# Exact decoupling: the block-diagonalising unitary built from X

A four-component one-electron Hamiltonian in a finite basis is a Hermitian matrix whose eigenvectors fall into an electronic set and a negative-energy set. Exact two-component (X2C) methods rotate this matrix so that the electronic set lives in the upper block alone. This page derives the rotation, the condition under which it decouples, the freedom that remains, and what must happen to property operators.

## 1. Premises and conventions

The Dirac operator with the rest energy $mc^2$ subtracted is

$$\hat h=\begin{pmatrix}V & c\,\boldsymbol\sigma\cdot\mathbf p\\ c\,\boldsymbol\sigma\cdot\mathbf p & V-2mc^2\end{pmatrix}.$$

**P1.** The basis is finite and orthonormal, with $n$ functions that have only an upper (large) component and $n$ that have only a lower (small) component. The matrix is then

$$h=\begin{pmatrix}h_{11}&h_{12}\\ h_{21}&h_{22}\end{pmatrix},\qquad h_{11}^\dagger=h_{11},\quad h_{22}^\dagger=h_{22},\quad h_{21}=h_{12}^\dagger ,$$

with eigenvalues $E_1\le\dots\le E_{2n}$. Non-orthogonal bases follow in section 7.

**P2.** The largest eigenvalue of $h_{22}$ lies below $E_{n+1}$. The states $n+1,\dots,2n$ are called electronic and span $\mathcal E$; the states $1,\dots,n$ span $\mathcal N=\mathcal E^\perp$. Sections 2 and 3 do not need P2.

A unitary $U$ *decouples* $h$ if $U^\dagger hU$ has vanishing off-diagonal blocks. Four-component coefficients $\psi$ and transformed coefficients $\phi$ are related by $\psi=U\phi$. $X$ is an $n\times n$ matrix that maps large-component coefficients to small-component ones. One standard theorem is used, Cauchy interlacing: if $h$ is compressed to an $n$-dimensional subspace, the eigenvalues $\mu_1\le\dots\le\mu_n$ of the compression obey $E_i\le\mu_i\le E_{i+n}$.

## 2. U is unitary for every X

$X^\dagger X$ and $XX^\dagger$ are positive semidefinite, so $1+X^\dagger X$ and $1+XX^\dagger$ have eigenvalues of at least 1 and unique positive definite inverse square roots,

$$R=(1+X^\dagger X)^{-1/2},\qquad R'=(1+XX^\dagger)^{-1/2}.$$

Define

$$U=\begin{pmatrix}R&-X^\dagger R'\\ XR&R'\end{pmatrix}=\mathcal T\mathcal D,\qquad \mathcal T=\begin{pmatrix}1&-X^\dagger\\ X&1\end{pmatrix},\quad \mathcal D=\begin{pmatrix}R&0\\0&R'\end{pmatrix}.$$

Block multiplication gives

$$\mathcal T^\dagger\mathcal T=\begin{pmatrix}1&X^\dagger\\-X&1\end{pmatrix}\begin{pmatrix}1&-X^\dagger\\ X&1\end{pmatrix}=\begin{pmatrix}1+X^\dagger X&-X^\dagger+X^\dagger\\ -X+X&XX^\dagger+1\end{pmatrix}=\mathcal D^{-2}.$$

Since $\mathcal D$ is Hermitian, $U^\dagger U=\mathcal D\,\mathcal D^{-2}\mathcal D=1$. $U$ is square, so $UU^\dagger=1$ too. Nothing about $h$ entered: unitarity says nothing about the quality of $X$.

The singular value decomposition $X=P\sigma Q^\dagger$, with $P,Q$ unitary and $\sigma_k=\tan\theta_k$, $0\le\theta_k<\pi/2$, shows the geometry. From $X^\dagger X=Q\sigma^2Q^\dagger$, $XX^\dagger=P\sigma^2P^\dagger$ and $(1+\tan^2\theta)^{-1/2}=\cos\theta$ one gets $R=Q\cos\theta\,Q^\dagger$, $R'=P\cos\theta\,P^\dagger$, $XR=P\sin\theta\,Q^\dagger=R'X$, and

$$U=\begin{pmatrix}Q&0\\0&P\end{pmatrix}\begin{pmatrix}\cos\theta&-\sin\theta\\ \sin\theta&\cos\theta\end{pmatrix}\begin{pmatrix}Q^\dagger&0\\0&P^\dagger\end{pmatrix}.$$

$U$ is a set of $n$ independent plane rotations, each mixing one large-component vector with one small-component vector.

## 3. Decoupling is the Riccati equation

First,

$$h\mathcal T=\begin{pmatrix}h_{11}+h_{12}X& h_{12}-h_{11}X^\dagger\\ h_{21}+h_{22}X& h_{22}-h_{21}X^\dagger\end{pmatrix}.$$

Multiplying from the left by $\mathcal T^\dagger$, whose rows are $(1,\;X^\dagger)$ and $(-X,\;1)$, gives

$$\mathcal T^\dagger h\mathcal T=\begin{pmatrix}L_+&F^\dagger\\F&L_-\end{pmatrix},$$

$$L_+=h_{11}+h_{12}X+X^\dagger h_{21}+X^\dagger h_{22}X,$$
$$L_-=h_{22}-h_{21}X^\dagger-Xh_{12}+Xh_{11}X^\dagger,$$
$$F=h_{21}+h_{22}X-Xh_{11}-Xh_{12}X .$$

The upper right block comes out as $h_{12}-h_{11}X^\dagger+X^\dagger h_{22}-X^\dagger h_{21}X^\dagger$, which is $F^\dagger$ term by term. Applying $\mathcal D$ on both sides,

$$U^\dagger hU=\begin{pmatrix}h_+&RF^\dagger R'\\R'FR&h_-\end{pmatrix},\qquad h_+=RL_+R,\quad h_-=R'L_-R'.$$

$R$ and $R'$ are invertible, so $R'FR=0$ if and only if $F=0$. **$U$ decouples $h$ exactly when $X$ solves the algebraic Riccati equation**

$$h_{21}+h_{22}X-Xh_{11}-Xh_{12}X=0,$$

and the upper block is then

$$h_+=R\,(h_{11}+h_{12}X+X^\dagger h_{21}+X^\dagger h_{22}X)\,R .$$

**Meaning of $F=0$.** Put $K=h_{11}+h_{12}X$. The Riccati equation reads $h_{21}+h_{22}X=XK$, which together with the definition of $K$ is

$$h\begin{pmatrix}1\\X\end{pmatrix}=\begin{pmatrix}1\\X\end{pmatrix}K .$$

So the graph of $X$, the set of vectors $(a,Xa)$, is invariant under $h$. Conversely, if the graph is invariant, $h$ maps the columns of $(1;X)$ to $(1;X)K'$ for some $K'$; the upper rows force $K'=K$ and the lower rows give $F=0$. At a solution, $L_+=K+X^\dagger XK=R^{-2}K$, hence

$$h_+=R^{-1}KR .$$

$K$ already has the right eigenvalues but is in general not Hermitian, because the columns of $(1;X)$ are not orthonormal. $R$ repairs exactly that.

## 4. Which solution

The equation is quadratic and has many solutions. If the eigenvalues of $h$ are distinct, each choice of $n$ eigenvectors spans an invariant subspace, and each such subspace that is a graph gives a solution: up to six for $n=2$. Only one puts the electronic states in $h_+$.

**Gap.** Compressing $h$ to the small-component space gives $h_{22}$, so interlacing yields $E_n\le\lambda_{\max}(h_{22})$, and P2 gives $E_n<E_{n+1}$. The subspace $\mathcal E$ is therefore unique, even with degeneracies inside it. For $V\le0$ one has $h_{22}\le-2mc^2$, and P2 holds whenever $E_{n+1}>-2mc^2$.

**$\mathcal E$ is a graph.** Collect orthonormal electronic eigenvectors as the columns of $(C_L;C_S)$. Suppose $C_Lu=0$ for some $u\ne0$. Then $\psi=(0,b)$ with $b=C_Su\neq0$ lies in $\mathcal E$, so $\psi^\dagger h\psi\ge E_{n+1}\|b\|^2$. But $\psi^\dagger h\psi=b^\dagger h_{22}b\le\lambda_{\max}(h_{22})\|b\|^2$, against P2. Hence $C_L$ is invertible, $(C_L;C_S)=(1;X)\,C_L$ and

$$X=C_SC_L^{-1}.$$

Another basis of $\mathcal E$ multiplies $C_L$ and $C_S$ from the right by the same invertible matrix, which cancels. With $\varepsilon=\mathrm{diag}(E_{n+1},\dots,E_{2n})$ the invariance relation gives $K=C_L\varepsilon C_L^{-1}$, so $h_+$ has exactly the electronic eigenvalues, with eigenvectors $R^{-1}C_L$. These are orthonormal, since $C_L^\dagger R^{-2}C_L=C_L^\dagger C_L+C_S^\dagger C_S=1$.

**A test on the size of X.** Assume the stronger ordering $\lambda_{\min}(h_{11})>\lambda_{\max}(h_{22})$, which implies P2 because interlacing gives $E_{n+1}\ge\lambda_{\min}(h_{11})$. Take unit singular vectors, $Xa=\sigma b$ and $X^\dagger b=\sigma a$, and set $\eta=b^\dagger h_{21}a$, $\Delta=a^\dagger h_{11}a-b^\dagger h_{22}b>0$. Then $b^\dagger Fa=0$ reads $\eta-\sigma^2\eta^*=\sigma\Delta$. The imaginary part gives $(1+\sigma^2)\,\mathrm{Im}\,\eta=0$, so $\eta(1-\sigma^2)=\sigma\Delta$ with real $\eta$, and $\sigma=1$ is impossible. Now scale $h_{12}\to t\,h_{12}$ with $t$ from 0 to 1. The two interlacing bounds do not depend on $t$, so the gap stays open and the electronic $X$ is continuous in $t$. It starts at zero and no singular value can cross 1, so $\|X\|<1$. Any other solution $X'$ has an invariant graph, which splits into parts in $\mathcal E$ and $\mathcal N$; being $n$-dimensional and different from $\mathcal E$, it contains a nonzero vector of $\mathcal N$. That vector has the form $(-X^\dagger b,\,b)$, since the second block column of $\mathcal T$ spans $\mathcal N$. Then $\|b\|\le\|X'\|\,\|X^\dagger b\|<\|X'\|\,\|b\|$, so $\|X'\|>1$. Under the ordering, the electronic solution is the only one of norm below 1.

## 5. The remaining freedom

From here on $X$ is the electronic solution. Let $\tilde U$ be any unitary with $\tilde U^\dagger h\tilde U=\mathrm{diag}(\tilde h_+,\tilde h_-)$, where $\tilde h_+$ carries the electronic eigenvalues. Write $\tilde U=(\tilde U_1,\tilde U_2)$ and $U=(U_1,U_2)$ in block columns. From $h\tilde U_1=\tilde U_1\tilde h_+$, each eigenvector of $\tilde h_+$ maps to an eigenvector of $h$ with an electronic eigenvalue, which lies in $\mathcal E$ because of the gap. So $\tilde U_1$ spans $\mathcal E$ and, by unitarity, $\tilde U_2$ spans $\mathcal N$, as $U_1$ and $U_2$ do. Then $U_2^\dagger\tilde U_1=0$ and $U_1^\dagger\tilde U_2=0$, and

$$\tilde U=UW,\qquad W=U^\dagger\tilde U=\begin{pmatrix}W_+&0\\0&W_-\end{pmatrix},\qquad \tilde h_\pm=W_\pm^\dagger h_\pm W_\pm,$$

with unitary $W_\pm$. Conversely every $UW$ of this form decouples $h$ with the same block spectra. The condition on the spectrum is essential: a unitary built from another Riccati solution also decouples $h$, but onto another subspace, and is not of the form $UW$.

$W=1$ is special in two ways. First, the diagonal blocks of $UW$ are $RW_+$ and $R'W_-$, and by uniqueness of the polar decomposition they are positive definite only for $W_\pm=1$. Second, in the Frobenius norm

$$\|UW-1\|_F^2=4n-2\,\mathrm{Re\,tr}(RW_+)-2\,\mathrm{Re\,tr}(R'W_-).$$

In the eigenbasis of $R$, $\mathrm{Re\,tr}(RW_+)=\sum_k\cos\theta_k\,\mathrm{Re}(W_+)_{kk}\le\sum_k\cos\theta_k$, because a diagonal element of a unitary has modulus at most 1. All $\cos\theta_k$ are positive, so equality needs every $(W_+)_{kk}=1$, which forces $W_+=1$; the same holds for $W_-$. $U$ is the decoupling unitary closest to the identity.

## 6. Picture change, and an inexact X

An electronic state is $\psi=U(\phi;0)=(R\phi;\,XR\phi)$. For any operator with blocks $O_{ij}$,

$$\psi_a^\dagger O\psi_b=\phi_a^\dagger O_+\phi_b,\qquad O_+=R\,(O_{11}+O_{12}X+X^\dagger O_{21}+X^\dagger O_{22}X)\,R .$$

With $\tilde U$ one has $\tilde\phi=W_+^\dagger\phi$ and $\tilde O_+=W_+^\dagger O_+W_+$, so the matrix element does not depend on $W$. Using $O_{11}$ in place of $O_+$ is the picture-change error. For a block-diagonal operator such as a function of position, $R=1-\tfrac12X^\dagger X+O(X^4)$ gives

$$O_+-O_{11}=X^\dagger O_{22}X-\tfrac12\left(X^\dagger XO_{11}+O_{11}X^\dagger X\right)+O(X^4).$$

This vanishes at no order for a general $O$, and the untransformed value $\tilde\phi^\dagger O_{11}\tilde\phi$ also depends on $W_+$.

If $X$ is only approximate, $h_+$ is the compression of $h$ to the graph of $X$, so interlacing gives $\mu_i\le E_{n+i}$: dropping the coupling block $Y=R'FR$ lowers the levels or leaves them unchanged. Eliminating the lower component of an exact eigenvector gives $[h_++Y^\dagger(E-h_-)^{-1}Y]\phi=E\phi$, so the dropped term is of second order in $F$ and non-negative for $E$ above the spectrum of $h_-$.

## 7. Non-orthogonal bases

A change of orthonormal basis within each component, $\mathrm{diag}(Q_L,Q_S)$, sends $X\to Q_S^\dagger XQ_L$, $R\to Q_L^\dagger RQ_L$ and $h_+\to Q_L^\dagger h_+Q_L$. As an operator, $U$ is therefore independent of how each component is orthonormalised.

Take large-component functions $g_i$ and, by restricted kinetic balance, small-component functions $f_i=\boldsymbol\sigma\cdot\mathbf p\,g_i/(2mc)$. With $S=\langle g|g\rangle$, $T=\langle g|p^2/2m|g\rangle$, $V=\langle g|V|g\rangle$, $w=\langle f|V|f\rangle$ and $(\boldsymbol\sigma\cdot\mathbf p)^2=p^2$, one finds $\langle f|f\rangle=T/2mc^2$, $\langle g|c\,\boldsymbol\sigma\cdot\mathbf p|f\rangle=T$, and

$$H=\begin{pmatrix}V&T\\T&w-T\end{pmatrix},\qquad \text{metric}\ \begin{pmatrix}S&0\\0&T/2mc^2\end{pmatrix}.$$

Factor $S=LL^\dagger$ and $T/2mc^2=MM^\dagger$. Orthonormal-basis coefficients are $L^\dagger$ and $M^\dagger$ times the raw ones, and

$$h_{11}=L^{-1}VL^{-\dagger},\qquad h_{12}=L^{-1}TM^{-\dagger}=2mc^2L^{-1}M,\qquad h_{22}=M^{-1}wM^{-\dagger}-2mc^2 .$$

In raw coefficients $\bar X=M^{-\dagger}XL^\dagger$ and $\bar R=L^{-\dagger}RL^\dagger$. With $\tilde S=S+\bar X^\dagger(T/2mc^2)\bar X$ one has $L^{-1}\tilde SL^{-\dagger}=1+X^\dagger X$, so

$$\bar R=L^{-\dagger}\left(L^{-1}\tilde SL^{-\dagger}\right)^{-1/2}L^\dagger,\qquad \bar R^\dagger\tilde S\bar R=S .$$

The expression $(1+\bar X^\dagger\bar X)^{-1/2}$ ignores both metrics and is not a valid renormalisation.

## 8. Illustration: Hg$^{79+}$ with two s Gaussians

**Model.** One electron, a fixed point nucleus with $Z=80$, $V=-Ze^2/(4\pi\varepsilon_0r)$. Lengths are in units of $\lambda=\hbar/mc=3.8616\times10^{-13}$ m and energies in units of $mc^2=8.1871\times10^{-14}$ J (511.00 keV), so that $V=-Z\alpha/r$ with $Z\alpha=0.583788$. The functions are $g_i=(2a_i/\pi)^{3/4}e^{-a_ir^2}$ times a fixed spin function, with $a_1=0.1$ and $a_2=0.9$, that is $6.706\times10^{23}$ and $6.035\times10^{24}$ m$^{-2}$. They were chosen for simple arithmetic and are not optimised. The two spin projections give identical $4\times4$ matrices. Arithmetic was carried with more digits than are shown.

**Integrals.** Let $q=a_i+a_j$. The product $g_ig_j$ is proportional to $e^{-qr^2}$, over which $\langle r^{-1}\rangle=2\sqrt{q/\pi}$, $\langle r\rangle=2/\sqrt{\pi q}$, $\langle r^2\rangle=3/2q$. Also $\nabla g_i\cdot\nabla g_j=4a_ia_jr^2g_ig_j$. The spin-orbit part of $w$ contains $\nabla g_i\times\nabla g_j$, which is zero for two radial gradients. Therefore

$$S_{ij}=\left(\frac{2\sqrt{a_ia_j}}{q}\right)^{3/2},\quad T_{ij}=\frac{3a_ia_j}{q}S_{ij},\quad V_{ij}=-2Z\alpha\sqrt{\frac q\pi}\,S_{ij},\quad w_{ij}=-\frac{2Z\alpha\,a_ia_j}{\sqrt{\pi q}}S_{ij}.$$

| | 11 | 12 | 22 |
|---|---|---|---|
| $S$ | 1 | 0.46476 | 1 |
| $T$ | 0.15000 | 0.12548 | 1.35000 |
| $V$ | −0.29459 | −0.30615 | −0.88378 |
| $w$ | −0.01473 | −0.02755 | −0.39770 |

The lower-triangular (Cholesky) factors have $L_{11}=1$, $L_{21}=S_{12}$, $L_{22}=0.88544$ and $M_{11}=0.27386$, $M_{21}=0.22910$, $M_{22}=0.78899$. Section 7 then gives

$$h=\begin{pmatrix}-0.29459&-0.19113&0.54772&0\\-0.19113&-0.84546&0.23000&1.78216\\0.54772&0.23000&-2.19640&-0.07049\\0&1.78216&-0.07049&-2.58137\end{pmatrix}.$$

Its eigenvalues are $-3.72606$, $-2.32764$, $-0.17651$ and $0.31238$. Since $\lambda_{\max}(h_{22})=-2.184$ and $\lambda_{\min}(h_{11})=-0.905$, both P2 and the stronger ordering hold.

**X, R and $h_+$.** The electronic eigenvectors, scaled for convenience, and the results are

$$C_L=\begin{pmatrix}1&-0.30857\\0.21409&1\end{pmatrix},\quad C_S=\begin{pmatrix}0.29030&0.00701\\0.15014&0.61569\end{pmatrix},\quad X=\begin{pmatrix}0.2709&0.0906\\0.0172&0.6210\end{pmatrix},$$

$$R=\begin{pmatrix}0.9654&-0.0130\\-0.0130&0.8473\end{pmatrix},\qquad h_+=\begin{pmatrix}-0.14590&-0.11843\\-0.11843&0.28178\end{pmatrix}.$$

$h_+$ has the eigenvalues $-0.17651$ and $0.31238$, and $h_-$ has the other two. $K$ has the same eigenvalues as $h_+$, but its off-diagonal elements are $K_{12}=-0.1415$ and $K_{21}=-0.0982$. The singular values of $X$ are 0.2643 and 0.6306, so the rotation angles are 0.258 and 0.563 rad. The subspace $\mathcal N$ is also a graph, since $(-X^\dagger;1)$ and $(1;-X^{-\dagger})$ span the same space. Thus $X'=-X^{-\dagger}$ solves the same Riccati equation, with singular values 1.586 and 3.784, and puts the two negative-energy states in the upper block.

**An inexact X.** Keeping only $h_{21}-2X$ in $F$ gives $X_0=h_{21}/2$, which is $\bar X=1$, pure kinetic balance. The upper block is then the problem $(V+T+w)d=\mu(S+T/2)d$, with roots $-0.18032$ and $0.19770$. Both lie below the exact matrix eigenvalues, as section 6 requires; the lower root by $3.1\times10^{-16}$ J (1.95 keV).

**Picture change.** The ground state has $\phi=(0.9682,\,0.2502)$, and the small component carries 0.0927 of the norm. The operator $V$ has the blocks $O_{11}=h_{11}$, $O_{22}=h_{22}+2$, $O_{12}=0$. The transformed operator gives $\phi^\dagger O_+\phi=-0.39126$, identical to the four-component value, while $\phi^\dagger O_{11}\phi=-0.42168$. The exact point-nucleus ground state has $E=\gamma-1$ with $\gamma=\sqrt{1-(Z\alpha)^2}$, and the Hellmann–Feynman theorem gives $\langle1/r\rangle=-\partial E/\partial(Z\alpha)=Z\alpha/\gamma$.

| | model, $4\times4$ or $h_+,O_+$ | model, untransformed $O_{11}$ | exact point-nucleus Dirac |
|---|---|---|---|
| $E/mc^2$ | −0.17651 | | −0.18809 |
| $E$ / $10^{-14}$ J | −1.4451 | | −1.5399 |
| $E$ / keV | −90.20 | | −96.12 |
| $\langle1/r\rangle$ / $10^{12}$ m$^{-1}$ | 1.7356 | 1.8705 | 1.8620 |

The picture-change error raises $\langle1/r\rangle$ by 7.8 %, while the basis-set error lowers it by 6.8 %. The two nearly cancel, so the untransformed number lies near the exact one by accident. The same holds for the $X_0$ energy, whose downward shift offsets part of the upward basis-set error.

## 9. Range of validity

- **Exact within the basis only.** Sections 2 and 3 hold for any Hermitian $h$ and carry over to unequal block sizes with rectangular $X$. $h_+$ reproduces the electronic eigenvalues of the matrix, with all its basis-set error. In the illustration that error is $9.5\times10^{-16}$ J (5.92 keV, 6.2 % of the binding energy). Its sign is not fixed by a theorem, since the matrix eigenvalue $E_{n+1}$ is not a variational bound on the Dirac ground state.
- **P2 is needed for sections 4 to 6.** It can fail if the basis lets an electronic level drop to $-2mc^2$ or below. For a point nucleus the 1s solution itself requires $Z\alpha<1$.
- **The test $\|X\|<1$ needs the stronger ordering.** A normalised Gaussian with $a>\pi/[2(Z\alpha)^2]=4.61$ has $V_{ii}<-2mc^2$, while diffuse functions keep $\lambda_{\max}(h_{22})$ near $-2mc^2$. Extended point-nucleus bases thus break the ordering, and $X$ is then selected through the eigenvalues, as $C_SC_L^{-1}$.
- **U belongs to one h.** If nuclei move or a field is added, $X$ changes. $U^\dagger OU$ keeps off-diagonal blocks, so first-order properties at fixed basis follow from $O_+$, but second-order ones also need the response of $X$. With several electrons, $h$ must be the four-component mean-field matrix for the mean-field decoupling to be exact, and the electron–electron interaction needs its own picture change.
- **Physics outside the model.** One-loop QED shifts have the scale $(\alpha/\pi)(Z\alpha)^4mc^2=2.2\times10^{-17}$ J (0.14 keV) times a factor of order one. For a typical root-mean-square nuclear radius $r_N\approx5.5$ fm, the nonrelativistic size shift $\tfrac23(Z\alpha)^4(r_N/\lambda)^2mc^2$ is $1.3\times10^{-18}$ J (8 eV), and the relativistic density near the nucleus typically raises it several times. Both are far below the basis-set error.

The binding energy of $1.4451\times10^{-14}$ J (90.20 keV) is therefore the two-Gaussian model's value, not the ion's; it falls 6.2 % short of the exact point-nucleus Dirac value, and the decoupling adds nothing to that shortfall.